When a MoS₂ crystal is enlarged evenly in all directions, its computed direct gap falls by about 19 meV for each per cent of volume, while its indirect gap rises by only about 2 meV on average. The indirect gap is nearly still because it is the difference of two energies that both shrink on expansion, by almost the same amount. Two energies taken from one cell, and one factor for the change of volume, are enough to estimate both gaps.

MoS₂ (space group P6₃/mmc, 6 atoms per cell), computed with Ansatz 0.2.0 using all-electron LAPW, the LDA functional and scalar relativity. The cell is scaled evenly in all directions, without relaxing the atoms. All rows use a 10×10×3 k mesh, Fermi–Dirac filling with a width of 0.03 eV and a basis error target of 1 meV/atom.

| volume (Å³/atom) | c/a | shortest distance (Å) | band gap (eV) | smallest direct gap on path (eV) |
| --- | --- | --- | --- | --- |
| 16.668 | 3.8896 | 2.318 | 0.661 | 1.700 |
| 17.023 | 3.8896 | 2.334 | 0.669 | 1.658 |
| 17.377 | 3.8896 | 2.350 | 0.675 | 1.618 |
| 17.555 | 3.8896 | 2.358 | 0.678 | 1.598 |
| 17.732 | 3.8896 | 2.366 | 0.680 | 1.578 |
| 17.909 | 3.8896 | 2.374 | 0.682 | 1.559 |
| 18.087 | 3.8896 | 2.382 | 0.684 | 1.541 |
| 18.441 | 3.8896 | 2.397 | 0.687 | 1.504 |
| 18.796 | 3.8896 | 2.413 | 0.688 | 1.469 |

The direct gap is the least energy that lifts an electron across the gap without changing its crystal momentum. The indirect gap drops that condition, so it is smaller. Call the difference between the two the offset: the energy saved when the electron and the hole may each choose the best momentum. Over the table the direct gap falls by 0.231 eV and the offset by 0.258 eV, and what is left is a rise of the indirect gap by 0.027 eV. So far this is only bookkeeping. The physics lies in why each of the two falls.

Theory suggests a reason for the fall of the direct gap. In this material the levels on both sides of it are mainly d orbitals of molybdenum, and the surrounding sulfur atoms push them to different heights, according to how strongly each d orbital overlaps with sulfur p orbitals. Longer bonds weaken this coupling, and the levels move together. A common estimate lets p–d coupling fall as length to the power −7/2, and the computed direct gap follows a power of about −3.6.

That agreement makes −7/2 a handy power, but it does not prove the cause. A gap is a difference of levels, not a bare coupling. Where the coupling is weak against the energy between the p and d levels, its push is expected to grow as its square, which would give a power of −7. Direct overlap between neighbouring molybdenum atoms should contribute as well. Since every distance here grows in the same proportion, no power can be tied to one kind of bond. A straight line in the logarithm of volume, fitted to all nine rows, describes the direct gap at least as well. Its slope, about −1.9 eV, is what a specialist would call the deformation potential for this even scaling.

The offset has a different origin in the usual picture of MoS₂. The highest occupied level lies at zero crystal momentum and contains sulfur p orbitals that point across the space between the layers. When the layers approach, these orbitals overlap more, the level is pushed up, and the indirect gap is reduced. Overlap across such a space dies off quickly with distance, so a steeper law than for the bonds is plausible. The electron adds a share of its own if the lowest empty level has a different momentum from the direct gap. The runs bear out the momentum of the hole: on their k mesh the highest occupied level lies at zero momentum in every cell. The lowest empty level on that mesh lies near the corner of the zone in most cells, close to where the direct gap is believed to lie, which would leave the electron only a small share there; the mesh is too coarse to settle this. That the highest occupied level contains sulfur p orbitals pointing between the layers is taken from known physics of the material. Layer spacing and bond lengths also grow together here, so the runs cannot separate their effects on the offset.

In relative terms the offset does fall about twice as steeply as the direct gap, roughly as length to the power −7. This second power is read from the numbers, not derived. It makes the arithmetic short, because one factor serves for both energies. With V the volume and V₀ = 17.732 Å³/atom that of the middle row, a length scales as the cube root of volume, so the power −7/2 in length becomes −7/6 in volume:

f = (V₀/V)^(7/6)

direct gap = 1.578 eV × f

indirect gap = 1.578 eV × f − 0.898 eV × f²

The two energies are the direct gap and the offset of the middle row.

Take first the most compressed cell, at 16.668 Å³/atom. The volume ratio V₀/V is 1.064, and multiplying it by its own sixth root, about 1.010, gives f = 1.075. The direct gap is then 1.578 × 1.075 = 1.696 eV, where the table has 1.700 eV. The offset grows to 0.898 × 1.155 = 1.037 eV, which leaves an indirect gap of 0.659 eV against a computed 0.661 eV.

For the most expanded cell, at 18.796 Å³/atom, a quicker form will do. Seven sixths of a per cent of 1.578 eV is 18.41 meV, and twice that percentage of 0.898 eV is 20.95 meV, so each per cent of added volume lowers the direct gap by the first amount and raises the indirect gap by the small difference, 2.5 meV. Six per cent therefore gives a direct gap of 1.468 eV and an indirect gap of 0.695 eV. The computed values are 1.469 and 0.688 eV; the second is overshot because the computed rise levels off, which a straight line cannot follow. The close hit on the direct gap is partly luck, since the full rule gives 1.474 eV here.

Over all rows the rule with f stays within about 5 meV of the computed direct gap and within 3 meV of the indirect one. The quick form misses by up to 12 and 7 meV. For comparison, simply keeping the indirect gap of the middle row would miss by up to 19 meV. Neither worked row supplied the two energies, but both powers were settled with the whole table in view, so the close match is a compact description and not an independent prediction. The printed analysis after this text compares both forms with every row.

The most important limit concerns the word pressure. These cells keep their proportions, whereas a real crystal under pressure first gives way between the layers, where it is soft, and its sulfur atoms shift as well. The calculation itself shows that the imposed geometry is under stress: in the middle row the cell pushes outward across the layers with 5.7 GPa while it pulls inward within them with 1.2 GPa. The outward push does not mean that the layers repel each other; it is expected to come mainly from sulfur atoms held too close to the molybdenum inside each layer. In the most compressed cell each sulfur atom feels a force of about 2 eV/Å, and in the middle row still about 0.75 eV/Å, so the two starting energies also belong to an unrelaxed crystal.

The mechanism tells which way the rule would then err. If mainly the space between the layers shrinks, the offset should grow while the bonds, and with them the direct gap, change little. The cancellation is lost, and the indirect gap should fall clearly instead of by a few meV per cent. An engineer who wants the gap under load should therefore ask first which distances change, and only then by how much the volume does.

The small drift of the indirect gap also depends on where in momentum space the levels are sampled. On the regular mesh of the same calculations, which misses the corner of the zone where the direct gap is believed to lie, the gap comes out 0.14 to 0.16 eV larger, and it first rises and then falls with volume. That mesh does contain zero momentum, where the highest occupied level lies, so the excess comes from the lowest empty level, which the mesh misses. The smaller gap in the table is then the better value, and a drift this slight should not be read from a mesh that skips a band edge.

The absolute values carry the faults of the theory. The local density approximation gives gaps that are too small, and spin–orbit coupling, which raises the highest occupied level at the zone corner and so narrows the direct gap, is left out. One could put better values in place of the two starting energies and keep the factor f, but these data do not test that. In the formula the indirect gap then stays nearly still only if the new offset is again close to half the direct gap. The range tested is 6 % of volume to either side of the middle row; the formula has a maximum of the indirect gap beyond it, which should not be taken as a result.

The analysis program printed:

```
rule against table:
     row  volume change %       f  f squared  offset eV  rule direct eV  miss meV  rule indirect eV  miss meV  quick direct eV  quick indirect eV
  16.668               -6   1.075      1.155      1.039           1.696    -3.866            0.6586    -2.353            1.688             0.6647
  17.023           -3.998   1.049        1.1      0.989           1.655     -3.06            0.6672    -1.764            1.652             0.6698
  17.377           -2.002   1.024      1.048      0.943           1.616    -2.326            0.6743   -0.7165            1.615             0.6749
  17.555          -0.9982   1.012      1.024       0.92           1.597    -1.422            0.6773    -0.691            1.596             0.6775
  17.732                0       1          1      0.898           1.578         0              0.68         0            1.578               0.68
  17.909           0.9982  0.9885     0.9771      0.877            1.56    0.8199            0.6824    0.3924             1.56             0.6825
  18.087            2.002  0.9771     0.9548      0.857           1.542    0.9255            0.6845    0.5144            1.541             0.6851
  18.441            3.998  0.9553     0.9126      0.817           1.507     3.448             0.688    0.9516            1.504             0.6902
  18.796                6  0.9343     0.8729      0.781           1.474     5.285            0.6904     2.449            1.468             0.6953
offset of the middle row, eV: 0.898
fall of direct gap over the table, eV: 0.231
rise of indirect gap over the table, eV: 0.027
fall of offset over the table, eV: 0.258
power of length in direct gap, end to end: -3.646
power of length in offset, end to end: -7.127
quick rule, fall of direct gap per 1 % volume, meV: 18.41
quick rule, fall of offset per 1 % volume, meV: 20.95
quick rule, rise of indirect gap per 1 % volume, meV: 2.543
largest miss of quick direct rule, meV: 11.53
largest miss of quick indirect rule, meV: 7.261
largest miss of direct gap with power -5, meV: 49.43
largest miss of a constant indirect gap, meV: 19
smallest excess of mesh gap over tabulated gap, eV: 0.1363
largest excess of mesh gap over tabulated gap, eV: 0.1618
fit of smallest_direct_gap_on_path on 9 rows: constant 1.579 +/- 0.00039, coefficient of lnv -1.924 +/- 0.011; rms 0.00103, worst 18.796 -0.0018, leave-one-out rms 0.00158
```
